Q: I ran the atomization energy of NO at frozen-core RMP2 in six basis sets. How large is the basis error at each stage, and which sizes should I keep in mind?

Atomization energy of NO in six basis sets, calculated with Ansatz 0.2.0 at the RMP2 level with the 1s cores of N and O frozen. The molecule is a neutral doublet with a restricted open-shell reference, kept at its MP2(full)/6-31G* geometry (N–O 1.14 Å) throughout. No relativistic terms are included.

```
    basis  functions  atomization energy less its quadruple-zeta value (kJ/mol)
   STO-3G         10                                                     -356.6
    6-31G         18                                                     -249.5
  cc-pVDZ         28                                                      -75.9
6-31Gstar         30                                                      -74.1
  cc-pVTZ         60                                                      -21.9
  cc-pVQZ        110                                                        0.0
```

A: Your last column, which I'll call Δ, is the energy needed to part the molecule into N and O atoms, less its cc-pVQZ value of 671.6 kJ/mol, and the functions column is the number N of basis functions. Every smaller set binds less than cc-pVQZ, and Δ rises with N through all six rows. The two sets without d functions, STO-3G and 6-31G, lose a few hundred kJ/mol, over a third to a half of the binding. The double-zeta sets with d lose about 75 and the triple-zeta set about 20 kJ/mol. The zero is not the basis limit. It is only the largest set you used, and cc-pVQZ may itself still lack some tens of kJ/mol.

All six rows describe one state of the molecule. Each has a stable restricted open-shell reference, a pure doublet with the same orbital occupation and one unpaired π* electron. With the free atoms, whose outputs are not listed, taken to be in their ground states, the trend belongs to the basis. The details on the molecule come from CCSD(T) runs in the same six sets. Their output also lists a mean-field reference part and MP2 correlation parts, and I'll take the sum of those to be the molecular energy behind your RMP2 table.

Q: The largest step is from 6-31G to 6-31Gstar, with only twelve more functions. Why are those twelve worth so much?

A: The star adds one set of d functions to each atom, and the binding rises by 175.4 kJ/mol. This is the standard polarisation effect. In the bond the field around each nucleus is no longer spherical, so d functions mix with s and p and let the σ and π orbitals shift charge into the region between the nuclei. The half-filled p shell of the free N atom is spherical, and its Hartree-Fock orbitals cannot mix with a pure d function. The O atom, with its uneven p occupation, can use d only weakly at that level.

The numbers give a bound on this share. The molecule's reference energy falls by 188.7 kJ/mol on adding d. Since 6-31Gstar contains 6-31G, the variational principle says that the atoms' reference energies can only stay or fall, so the mean-field share of the step is at most 188.7 and the correlation share at least −13.3 kJ/mol. That the mean-field share lies near its bound is argued from the symmetry just given. The argument is weakened, by an amount these outputs do not give, because the twelve functions are six Cartesian d per atom, which hide an extra s function that even N can use.

Q: But the molecule's correlation energy also falls in that step, by 239.1 kJ/mol. Where does that go?

A: If the symmetry argument holds, a lowering of about the same size in the free atoms cancels it, because they too need d functions to correlate their p electrons. The total cancellation follows by difference for any step:

atoms' lowering = molecule's lowering − gain in atomization energy

From cc-pVTZ to cc-pVQZ this is 103.6 − 21.9 = 81.7 kJ/mol, so about four fifths of the molecular lowering cancels. From STO-3G to 6-31G the molecule drops by thousands of kJ/mol, nearly all in the reference, and 98% cancels. That is the usual behaviour of the 1s cores, which a minimal basis describes poorly in molecule and atom alike. The d step cancels least, at 59%, which fits a gain that is specific to the bond.

This is also how to read the near-tie of your two middle rows. The cc-pVDZ set gives the molecule an energy 48.5 kJ/mol lower than 6-31Gstar does, yet its binding is 1.8 kJ/mol smaller. The atoms must then be lower by 50.3 kJ/mol. The tie is a balance of two larger changes, and it does not rank the two sets.

Q: Once d functions are in, why does the cc-pVXZ series still move by 21.9 kJ/mol in its last step?

A: The remaining error in the molecule is mostly correlation of a particular kind. From cc-pVTZ to cc-pVQZ its reference falls by 25.0 and its MP2 correlation by 78.5 kJ/mol, and opposite-spin pairs supply 66.8 of the latter. How the 21.9 kJ/mol of the binding divides is not shown, since the atoms' parts are not listed, but correlation is expected to supply most of it. The established cause of such slow convergence is the electron-electron cusp. Two electrons of opposite spin can meet, and where their distance r₁₂ goes to zero the exact wave function has a kink, proportional to 1 + r₁₂/2 in atomic units. Smooth orbital products centred on nuclei build that kink only by adding ever higher angular momentum l.

Theory gives the rate. At second order a complete shell of high l adds an energy nearly proportional to (l + ½)⁻⁴. In cc-pVXZ for N and O the highest l equals the cardinal number X, which is 2, 3 and 4 for D, T and Q. Summing over the shells left out gives

remainder ∝ Σ (l + ½)⁻⁴ over l > X ≈ (X + 1)⁻³ / 3

For large X the offset does not matter, which leaves an X⁻³ law. It is derived for the correlation energy only. Applied to the whole of Δ, mean-field part included, it reads

Δ(X) = L − A / X³

where L is the basis limit counted from cc-pVQZ and A an amplitude. Same-spin electrons already avoid each other by antisymmetry, so their remainder falls faster, as X⁻⁵.

Q: Then I can extrapolate with X⁻³ and be done. Does the table bear that out?

A: You can test it by fixing A from the D and T rows alone and predicting the step to Q, a row that takes no part in the fit.

A = (75.9 − 21.9) / (1/8 − 1/27) = 54.0 / 0.08796 = 614 kJ/mol

predicted step T→Q = 614 × (1/27 − 1/64) = 614 × 0.02141 = 13.1 kJ/mol

The table's step is 21.9 kJ/mol, so the model falls short by 8.8 kJ/mol, where rounding allows 0.1. The D,T pair even puts the limit at +0.8 kJ/mol, which would declare cc-pVQZ converged. That reading comes from the failing law and shouldn't be believed.

The quickest way to recognise the failure is the ratio of the second step to the first, in which L and A drop out. The pure X⁻³ law demands 0.243 and the table gives 0.406. The series is converging more slowly than the asymptotic law over these three sets. A ratio this far from the law warns you that an extrapolation through the D row is unsafe.

Q: Why does a law with a proper derivation fail here?

A: It is a law for large X, and X = 2 is far from large. The law also does not cover the mean-field part of Δ, but the molecule's correlation parts miss it even on their own, before any atoms are subtracted. The opposite-spin ratio is 0.404 against 0.243, and the same-spin ratio is 0.253 against 0.116 for X⁻⁵. The opposite-spin ratio happens to match that of the atomization energy, but this proves nothing about cause when four fifths of the lowering cancels. Basis superposition, where each atom borrows its partner's functions and a small set gains most, could also shrink the first step, though that is an untested guess.

The offset in X that we dropped is important at such small X. If you keep the (X + 1)⁻³ of the derivation, the law's step ratio rises about two thirds of the way from 0.243 to the table's 0.406. The rest may come from the mean-field part, from terms beyond the leading one and from shells that the sets leave incomplete, which these outputs do not separate.

Counting functions brings in a still larger offset, one without a derivation here. For these sets N grows as (X + 1)(X + 3/2)(X + 2), so 1/N is nearly a shifted cube, (X + 3/2)⁻³. The form L − A/N, fitted to the three cc-pVXZ rows, follows them to 0.2 kJ/mol, but that is two parameters on three points. It overestimates the binding of 6-31G, which was outside the fit, by 117 kJ/mol, and it fails almost as badly for STO-3G. Counting functions works only when they arrive in balanced shells, and a set without d lacks a kind of function that the count does not register.

Q: So where is the limit?

A: It depends on the form you choose. The X⁻³ law through T and Q gives +16, the 1/N form +26, and a free exponent, which has three parameters for three points and tests nothing, +38 kJ/mol. All three lie above cc-pVQZ, and their spread is as large as the last step of the table. The 1/N form and the free exponent also lean on the D row, which the ratio test has just marked as unsafe. I would trust the sign and the order of magnitude, and no single one of these values. The usual remedy is to extrapolate only the correlation part from the two largest sets, treat the mean-field part separately, and check the result with a quintuple-zeta set. The printed output after this exchange gives the fits row by row.

Q: cc-pVTZ seems closest to experiment. Isn't that the set to use?

A: The measured well depth, with zero-point motion removed, is roughly 640 kJ/mol as a recalled figure. Against it cc-pVDZ is low by about 40, cc-pVTZ high by about 10 and cc-pVQZ high by about 30 kJ/mol. The series passes through the measured value on its way up, and the extrapolated limits lie further above still. A value that agrees at one set and departs at the next owes its agreement to cancelling errors. Here the basis error lowers the binding and the method raises it.

The overshoot is consistent with the known tendency of MP2 to overbind multiple bonds, though the table holds one level only and cannot show that by comparison. Some other effects enter first. The cores are frozen and there is no relativity or spin-orbit coupling, each worth at most a few kJ/mol for such light atoms. The bond length is fixed at 1.14 Å, and the force in the CCSD(T)/cc-pVTZ run, combined with a recalled force constant, suggests a cost of about 1 kJ/mol for that one set and level. These sizes leave most of the excess at cc-pVQZ to the method.

Q: What would the same six sets do at a level without explicit pair correlation, such as Hartree-Fock or a density functional?

A: The two failures would separate. The jump on adding d should remain, because polarisation is a mean-field effect and such a level has orbitals to polarise. The slow tail should largely go, since these levels never expand the r₁₂ kink in virtual orbitals, and an X⁻³ extrapolation has no derivation there. The molecular parts of your runs lean the same way, with a step ratio of 0.269 for the reference and 0.370 for the MP2 correlation. These are ratios for the molecule alone, so they indicate the direction for the binding energy without measuring it.

The analysis program printed:

```
Energies in kJ/mol; rounding of the table 0.05 per value, up to 0.1 per difference
basis, functions, atomization, % of QZ, less rough recalled De 640
  STO-3G       10   315.0   46.9   -325
  6-31G        18   422.1   62.8   -218
  cc-pVDZ      28   595.7   88.7    -44
  6-31Gstar    30   597.5   89.0    -42
  cc-pVTZ      60   649.7   96.7    +10
  cc-pVQZ     110   671.6  100.0    +32
step: atomization gain | molecule lowering: reference, MP2 corr, total | atoms by difference, % cancelled
  STO-3G->6-31G: +107.1 | 4317.3, 298.1, 4615.4 | 4508.3, 98%
  6-31G->6-31Gstar: +175.4 | 188.7, 239.1, 427.8 | 252.4, 59%
  6-31Gstar->cc-pVDZ: -1.8 | 37.1, 11.4, 48.5 | 50.3, 104%
  cc-pVDZ->cc-pVTZ: +54.0 | 93.2, 212.2, 305.4 | 251.4, 82%
  cc-pVTZ->cc-pVQZ: +21.9 | 25.0, 78.5, 103.6 | 81.7, 79%
adding d: reference share at most 188.7, correlation share at least -13.3
T->Q molecule: opposite spin 66.8 (85% of corr), same spin 11.6, singles 0.2
step ratio (T->Q)/(D->T)
  atomization 0.406 (rounding range 0.404 to 0.407)
  laws: X^-3 0.243, X^-5 0.116, 1/N 0.398
  molecule: reference 0.269, opposite spin 0.404, same spin 0.253, MP2 corr 0.370
X^-3 from D,T: A 614, limit +0.8, predicts Q -8.8, table less model +8.8
X^-3 from T,Q: A 1023, limit +16.0, predicts D -111.9, table less model +36.0
free exponent (3 points, 3 parameters, no test): n 1.59, limit +37.8
L - A/N fitted to the cc-pVXZ family only: A 2848, limit +25.8; model, table less model
  STO-3G      -259.0   -97.6  other family, not fitted
  6-31G       -132.5  -117.0  other family, not fitted
  cc-pVDZ      -76.0    +0.1  fitted
  6-31Gstar    -69.2    -4.9  other family, not fitted
  cc-pVTZ      -21.7    -0.2  fitted
  cc-pVQZ       -0.1    +0.1  fitted
worst row of 1/N: 6-31G
limits that use Q: +16.0 to +37.8, spread 21.8
as atomization energies: 688 to 709; above rough De by 48 to 69
geometry, CCSD(T)/cc-pVTZ only: F/K about 0.01 A, F^2/2K about 1 kJ/mol
```
